**Question: Why is the Rashba term the only $k$-linear term allowed by a polar axis, and what spectrum follows?**

I keep reading that on a surface with $C_{3v}$, $C_{4v}$ or $C_{6v}$ symmetry the effective Hamiltonian near $\bar\Gamma$ "must" contain $\alpha(\sigma_xk_y-\sigma_yk_x)$ and nothing else linear in $k$. How does one prove that, does it hold for every band, and how do the ring radius, the Rashba energy and the two contour radii follow? I want to apply it to the Bi/Ag(111) surface alloy, where $\alpha$ is about 3 eV Å.

---

**Answer**

The statement holds for a Kramers doublet that transforms like a spin $\tfrac12$, and fails for some other doublets. For Bi/Ag(111) the band mass is negative, so the ring is a maximum and "above the crossing" becomes "below".

## 1. Premises and conventions

1. The system is periodic in $x,y$, with $z$ the outward normal. The point group at $\bar\Gamma$ is $C_{nv}$, $n=3,4,6$, generated by the rotation $C_n$ through $\phi=2\pi/n$ and one vertical mirror $M$. The $x$ axis is normal to that mirror, so $M:(x,y,z)\to(-x,y,z)$.
2. Time reversal $\Theta$ is a symmetry (no field, no magnetic order), with $\Theta^2=-1$.
3. At $\mathbf k=0$ a Kramers doublet $|+\rangle,|-\rangle$ is separated by $\Delta$ from all other levels, and $C_n|\pm\rangle=e^{\mp i\mu\phi}|\pm\rangle$ with half-integer $\mu$. Until section 5, $\mu=\tfrac12$.

I write $\mathbf k=k(\cos\theta,\sin\theta)$ and $k_\pm=k_x\pm ik_y$. The Pauli matrices act on $(|+\rangle,|-\rangle)$, and energy is counted from the doublet at $\mathbf k=0$.

## 2. The invariance condition

With crystal potential $V$ and spin-orbit coupling, the Bloch Hamiltonian is
$$H_{\mathbf k}=e^{-i\mathbf k\cdot\mathbf r}He^{i\mathbf k\cdot\mathbf r}=H+W(\mathbf k),\quad W=\frac{\hbar}{m_e}\mathbf k\cdot\boldsymbol\pi+\frac{\hbar^2k^2}{2m_e},\quad \boldsymbol\pi=\mathbf p+\frac{\hbar}{4m_ec^2}\,\mathbf s\times\nabla V,$$
where $\mathbf s$ denotes the Pauli matrices of the true spin. An operation $g$ with orthogonal matrix $R$ commutes with $H$ and turns $e^{i\mathbf k\cdot\mathbf r}$ into $e^{i(R\mathbf k)\cdot\mathbf r}$ (a fractional translation adds a constant phase that cancels). Hence $gW(\mathbf k)g^{-1}=W(R\mathbf k)$.

Folding all other levels into the doublet (Löwdin partitioning) gives a $2\times2$ matrix $\mathcal H(\mathbf k)$ as a power series in $\mathbf k$. Each term is a product of factors $W$, the projector on the doublet and resolvents of $H$ on the other levels. Projector and resolvents commute with $g$, so every order obeys
$$D(g)\,\mathcal H(\mathbf k)\,D(g)^{-1}=\mathcal H(R\mathbf k),$$
with $D(g)$ the matrix of $g$ in the doublet. The same argument for the antiunitary $\Theta$, which sends $\mathbf k\to-\mathbf k$, gives $\Theta\mathcal H(\mathbf k)\Theta^{-1}=\mathcal H(-\mathbf k)$. The double-group sign $D\to-D$ cancels between $D$ and $D^{-1}$.

**The matrices.** Fix $|-\rangle$ as the Kramers partner so that $\Theta=i\sigma_yK$ ($K$ is complex conjugation). Premise 3 gives $D(C_n)=e^{-i\phi\sigma_z/2}$. The mirror matrix is unitary and commutes with $\Theta$, which forces it into SU(2). A mirror is inversion times a rotation by $\pi$, and inversion does not act on spin, so $M^2=-1$ on spinors and $D(M)=-i\,\mathbf n\cdot\boldsymbol\sigma$ for some unit vector $\mathbf n$. The group relation $MC_nM^{-1}=C_n^{-1}$ requires $D(M)$ to reverse $\sigma_z$, so $\mathbf n\perp z$. The remaining phase freedom $|\pm\rangle\to e^{\pm i\chi}|\pm\rangle$ rotates $\mathbf n$ in the plane, and we choose $D(M)=-i\sigma_x$. No assumption on the orbital content was needed.

**Expansion in Pauli matrices.** Any Hermitian $2\times2$ matrix is $\mathcal H=h_0(\mathbf k)+\mathbf h(\mathbf k)\cdot\boldsymbol\sigma$ with real $h_0,\mathbf h$. Define the complex field $h=h_x+ih_y$.

* Time reversal: $\sigma_y\boldsymbol\sigma^*\sigma_y=-\boldsymbol\sigma$, so $h_0$ is even in $\mathbf k$ and $\mathbf h$ is odd.
* Rotation: $D\sigma_xD^{-1}=\sigma_x\cos\phi+\sigma_y\sin\phi$, $D\sigma_yD^{-1}=-\sigma_x\sin\phi+\sigma_y\cos\phi$, and $\sigma_z$ is fixed. So $h(C_n\mathbf k)=e^{i\phi}h(\mathbf k)$ and $h_z(C_n\mathbf k)=h_z(\mathbf k)$, while $k_\pm\to e^{\pm i\phi}k_\pm$.
* Mirror: $\sigma_x(\sigma_x,\sigma_y,\sigma_z)\sigma_x=(\sigma_x,-\sigma_y,-\sigma_z)$. So $h(M\mathbf k)=h(\mathbf k)^*$ and $h_z(M\mathbf k)=-h_z(\mathbf k)$, while $k_\pm\to-k_\mp$.

In one line, $\mathbf h(R\mathbf k)=\det(R)\,R\,\mathbf h(\mathbf k)$: $\mathbf h$ is an axial vector field. Invariance under the generators implies invariance under the group.

## 3. The linear and quadratic terms

$h_0$ has no linear term because it is even. The most general linear $\mathbf h$ is $h_z={\rm Re}(b_zk_+)$, $h=a\,k_++b\,k_-$, with complex $b_z,a,b$, six real constants.

* Rotation on $h_z$: $b_ze^{i\phi}=b_z$, so $b_z=0$.
* Rotation on $h$: $a\,e^{i\phi}k_++b\,e^{-i\phi}k_-=e^{i\phi}(a\,k_++b\,k_-)$. This leaves $a$ free and demands $b\,(e^{2i\phi}-1)=0$, so $b=0$ for $n\ge3$.
* Mirror on $h$: $-a\,k_-=a^*k_-$, so $a$ is imaginary, $a=-i\alpha$ with real $\alpha$.

Then $h=-i\alpha(k_x+ik_y)$, that is $h_x=\alpha k_y$, $h_y=-\alpha k_x$:
$$\mathcal H_1=\alpha(\sigma_xk_y-\sigma_yk_x)=\alpha\,(\boldsymbol\sigma\times\mathbf k)\cdot\hat z .$$
This is the term of Bychkov and Rashba (1984). Symmetry fixes neither size nor sign. Only the first order of the folding is linear in $k$, and the upper off-diagonal element of $\mathcal H_1$ is $\alpha(k_y+ik_x)$, so $\alpha=(\hbar/m_e)\langle+|\pi_y|-\rangle$.

**Count by characters.** The number of invariants in $\mathbf k\otimes\boldsymbol\sigma$ is the group average of the product of characters. For a rotation by $\phi_j=2\pi j/n$ these are $2\cos\phi_j$ and $1+2\cos\phi_j$. For a vertical mirror the character of $(k_x,k_y)$ is 0. Thus
$$N=\frac1{2n}\sum_{j=0}^{n-1}2\cos\phi_j\,(1+2\cos\phi_j)=\frac1{2n}\sum_j\left(2\cos\phi_j+2+2\cos2\phi_j\right).$$
For $n\ge3$ both cosine sums vanish and $N=1$. For $n=2$, $\cos2\phi_j=1$ and $N=2$.

**What each symmetry element does.**

* In $C_{2v}$, $b$ survives and the mirror makes it imaginary, which adds $\beta(\sigma_xk_y+\sigma_yk_x)$.
* Without the vertical mirror ($C_n$), ${\rm Re}\,a$ survives and adds $\sigma_xk_x+\sigma_yk_y$.
* With inversion, $\det(R)R=1$ makes $\mathbf h$ even, and with time reversal $\mathbf h=0$.
* With a horizontal mirror, $\mathbf k$ is unchanged and $\det(R)R={\rm diag}(-1,-1,1)$, so $h_x=h_y=0$.

The last two cases show why the axis has to be polar.

At second order $\mathbf h$ vanishes (it is odd), and $h_0$ is built from $k_+k_-$ and $k_\pm^2$. The latter acquire $e^{\pm2i\phi}\neq1$ under $C_n$, so $h_0=\hbar^2k^2/2m$, with $m$ of either sign. Through second order,
$$\mathcal H=\frac{\hbar^2k^2}{2m}+\alpha(\sigma_xk_y-\sigma_yk_x)=\begin{pmatrix}\hbar^2k^2/2m& i\alpha k\,e^{-i\theta}\\ -i\alpha k\,e^{i\theta}&\hbar^2k^2/2m\end{pmatrix}.$$

## 4. Spectrum

**Eigenvalues and eigenvectors.** Since $(\mathbf h\cdot\boldsymbol\sigma)^2=|\mathbf h|^2=\alpha^2k^2$,
$$E_s(k)=\frac{\hbar^2k^2}{2m}+s\,\alpha k,\qquad |s\rangle=\frac1{\sqrt2}\begin{pmatrix}1\\-is\,e^{i\theta}\end{pmatrix},\qquad s=\pm1 .$$
The first row confirms the vector, $i\alpha ke^{-i\theta}(-ise^{i\theta})=s\alpha k$. The polarisation is $\langle\boldsymbol\sigma\rangle=s\,\mathbf h/(\alpha k)=s(\sin\theta,-\cos\theta,0)$, in the plane and perpendicular to $\mathbf k$, clockwise seen from $+z$ for $s=+1$. From here $\alpha>0$; reversing its sign only exchanges the two labels $s$.

**Completing the square.** Let $\eta={\rm sgn}\,m$ and $\varepsilon=\eta E$, the energy counted from the crossing in the direction in which the parabola opens. Then $\varepsilon=\hbar^2k^2/2|m|+\eta s\,\alpha k$. Call the branch $\eta s=-1$ outer and $\eta s=+1$ inner. With
$$k_0=\frac{|m|\alpha}{\hbar^2},\qquad E_R=\frac{\hbar^2k_0^2}{2|m|}=\frac{|m|\alpha^2}{2\hbar^2}=\frac{\alpha k_0}{2},$$
the branches are
$$\varepsilon_{\rm out}=\frac{\hbar^2(k-k_0)^2}{2|m|}-E_R,\qquad \varepsilon_{\rm in}=\frac{\hbar^2(k+k_0)^2}{2|m|}-E_R .$$
As $k\ge0$, the inner branch rises monotonically from $\varepsilon=0$. The outer branch has its extremum on the whole circle $k=k_0$, at distance $E_R$ from the crossing. It is a ring of minima at $E=-E_R$ for $m>0$ and a ring of maxima at $E=+E_R$ for $m<0$. The splitting on the ring is $2\alpha k_0=4E_R$.

On the line $k_y=0$, $\sigma_y=\pm1$ is conserved and $E=\hbar^2(k_x\mp m\alpha/\hbar^2)^2/2m-m\alpha^2/2\hbar^2$: two parabolas displaced by $2k_0$, the picture seen in a photoemission cut.

**Constant-energy contours.** Define $\kappa=\sqrt{2|m|(\varepsilon+E_R)}/\hbar=k_0\sqrt{1+\varepsilon/E_R}$. The outer branch requires $|k-k_0|=\kappa$, the inner one $k+k_0=\kappa$, both with $k\ge0$.

* $\varepsilon>0$ ($\kappa>k_0$): one circle on each branch, $k_>=\kappa+k_0$ and $k_<=\kappa-k_0$, with opposite polarisation sense. The difference is $k_>-k_<=2k_0$ at every energy.
* $-E_R<\varepsilon<0$ ($\kappa<k_0$): both circles lie on the outer branch, $k_>=k_0+\kappa$ and $k_<=k_0-\kappa$, with the same sense. Now the sum is $2k_0$ and the difference is $2\kappa$.

The region $\varepsilon>0$ lies above the crossing for $m>0$ and below it for $m<0$. The radii are Fermi radii when the Fermi level is the energy chosen.

**Density of states.** A non-degenerate isotropic branch contributes $k/(2\pi|d\varepsilon/dk|)$ per area and energy. On all these circles $|d\varepsilon/dk|=\hbar^2\kappa/|m|$, so $g=|m|(k_>+k_<)/(2\pi\hbar^2\kappa)$:
$$g=\frac{|m|}{\pi\hbar^2}\ \ (\varepsilon>0),\qquad g=\frac{|m|}{\pi\hbar^2}\frac{1}{\sqrt{1+\varepsilon/E_R}}\ \ (-E_R<\varepsilon<0).$$
The ring gives an inverse-square-root edge, as in one dimension. The number of states per area between the band edge and $\varepsilon$ (electrons for $m>0$, holes for $m<0$) is the enclosed $k$ area over $(2\pi)^2$: two discs give $(k_>^2+k_<^2)/4\pi=(\kappa^2+k_0^2)/2\pi$ for $\varepsilon>0$, and an annulus gives $(k_>^2-k_<^2)/4\pi=k_0\kappa/\pi$ for $\varepsilon<0$. Both equal $k_0^2/\pi$ at the crossing.

## 5. Range of validity

**Which doublet.** For general $\mu$, $D(C_n)=e^{-i\mu\phi\sigma_z}$ and $h\to e^{2i\mu\phi}h$. The term $a\,k_+$ needs $2\mu\equiv1$ and $b\,k_-$ needs $2\mu\equiv-1$ (mod $n$), while $b_z=0$ as before.

* $\mu=\tfrac32$ in $C_{4v}$ and $\mu=\tfrac52$ in $C_{6v}$ allow $b$ only. The term is $\sigma_xk_y+\sigma_yk_x$, and conjugation with $\sigma_x$ (exchange of the basis states) returns the Rashba form and spectrum.
* $\mu=\tfrac32$ in $C_{3v}$ and $C_{6v}$ allows neither. Such a doublet, for instance $p_+\!\uparrow,\ p_-\!\downarrow$ with $p_\pm\propto x\pm iy$, has no linear splitting.

**Pseudospin.** A $\mu=\tfrac12$ state mixes $(s,p_z)\!\uparrow$ with $p_+\!\downarrow$. If the first part has weight $w$, the true in-plane spin matrix element between the partners is $w$ times that of $\boldsymbol\sigma$, because $p_+$ and $p_-$ are orthogonal to each other and to $s,p_z$. The real in-plane polarisation near $\bar\Gamma$ is reduced by that factor.

**Cubic terms** ($\mu=\tfrac12$). A monomial $k_+^pk_-^q$ with $p+q=3$ may enter $h$ if $p-q\equiv1$ and $h_z$ if $p-q\equiv0$ (mod $n$), with $p-q\in\{\pm1,\pm3\}$. For all $n$, $k^2k_+$ is allowed and turns $\alpha$ into $\alpha+\alpha_3k^2$. For $n=4$, $k_-^3$ also enters $h$. For $n=3$ only, $h_z={\rm Re}(\lambda k_+^3)$ is allowed, and the mirror condition makes $\lambda$ real, $h_z=\lambda k^3\cos3\theta$. Then
$$E_s=\frac{\hbar^2k^2}{2m}+s\sqrt{\alpha^2k^2+\lambda^2k^6\cos^23\theta},$$
which warps the circles hexagonally and tilts the polarisation out of the plane by $\arctan(\lambda k^2\cos3\theta/\alpha)$.

**Small parameter.** Take one remote level at $\Delta$ above, coupled by $vk$. The lower root is $\Delta/2-\sqrt{\Delta^2/4+v^2k^2}=-v^2k^2/\Delta+v^4k^4/\Delta^3-\dots$, so successive orders fall by $\xi(k)=v^2k^2/\Delta^2$. The results of section 4 need $\xi\ll1$ and $2\alpha k\ll\Delta$ out to the largest radius used, which is at least $2k_0$ for $\varepsilon>0$. They also need $k$ small against the zone size, and no overlap with projected bulk bands, which would break premise 3. With an isotropic $\alpha(k)$ and $k_0\ll\kappa$, the shift of each radius is $\alpha(\kappa)\kappa$ divided by the slope $\hbar^2\kappa/|m|$, so the difference becomes $2|m|\alpha(\kappa)/\hbar^2$ and depends on energy.

## 6. Numbers

**Bi/Ag(111).** One Ag atom in three of the top layer is replaced by Bi in a $(\sqrt3\times\sqrt3)R30^\circ$ cell of symmetry $C_{3v}$. The mirrors are those of the substrate, so $x$ runs along a close-packed Ag row. For the $sp_z$-derived $\mu=\tfrac12$ doublet take the typical values $\alpha\approx3.0$ eV Å and $m\approx-0.35\,m_e$. These descend from parabola fits to photoemission dispersions, so $k_0$ and $E_R$ below restate the inputs and test nothing. With $\hbar^2/m_e=7.62$ eV Å$^2$, and rounding only at the end, the model gives
$$k_0=0.14\ \text{Å}^{-1},\qquad E_R=0.21\ \text{eV},\qquad 2k_0=0.28\ \text{Å}^{-1},\qquad 4E_R=0.83\ \text{eV}.$$
Here $\eta=-1$, the outer branch is $s=+1$, and the ring is a maximum $E_R$ above the crossing.

| $E$ from crossing | $\kappa$ (Å$^{-1}$) | $k_>$ (Å$^{-1}$) | $k_<$ (Å$^{-1}$) | $g\,\pi\hbar^2/\lvert m\rvert$ |
|---|---|---|---|---|
| $-0.10$ eV | 0.17 | 0.31 | 0.03 | 1 |
| $+0.10$ eV | 0.10 | 0.24 | 0.04 | 1.4 |

In the first row the difference of the radii is $2k_0$, in the second their sum. This band is typically found wholly below the Fermi level, so these are contours at fixed binding energy and not Fermi radii.

The neglected terms are not small. With the approximate Ag lattice constant 4.09 Å, the alloy cell has $a_s=4.09\sqrt{3/2}=5.01$ Å and $\bar\Gamma\bar M=2\pi/(\sqrt3a_s)=0.72$ Å$^{-1}$, so the ring sits at 0.19 of that distance. The tighter limit is the $p_{x,y}$-derived surface band, typically about $\Delta\approx1$ eV higher. If the whole departure from the free mass is assigned to it, $v^2/\Delta=(\hbar^2/2)(1/m_e+1/|m|)=15$ eV Å$^2$, which gives $\xi(k_0)\approx0.3$ and $\xi(2k_0)\approx1.1$. This is an order-of-magnitude estimate, since more distant levels share the coupling. If $\lambda$ has the corresponding size $\alpha v^2/\Delta^2$, the tilt on the ring reaches about $16^\circ$ and the splitting there changes by a fraction $\xi^2/2\approx0.04$. The model's ring is therefore good to some tens of per cent, its second digits are arithmetic only, and the outer circles near 0.3 Å$^{-1}$ are qualitative.

**AlGaN/GaN(0001) channel.** The wurtzite axis is polar ($C_{6v}$, or $C_{3v}$ at the atomic interface) and the conduction doublet has $\mu=\tfrac12$, $m>0$. Take the typical inputs $m\approx0.22\,m_e$, sheet density $n_s\approx10^{13}$ cm$^{-2}$ in one subband and $\alpha\approx5.5$ meV Å at the Fermi radius. Then $\kappa=\sqrt{2\pi n_s-k_0^2}=0.079$ Å$^{-1}$ and $k_0/\kappa=0.002$, far above the crossing. An isotropic cubic coefficient of typically 0.3 eV Å$^3$ contributes $0.3\,\kappa^2\approx1.9$ meV Å, a third of $\alpha$, so the input must be read as $\alpha(\kappa)$ and says little about the ring. The model's Fermi radii differ by $2k_0=3.2\times10^{-4}$ Å$^{-1}$ and its splitting at the mean radius $\kappa$ is $2\alpha\kappa=0.87$ meV. The two states moving along $x$ gain a relative phase $2k_0L$ over a length $L$, so the model's spin turns by $\pi$ in $L=\pi/2k_0=1.0\ \mu$m.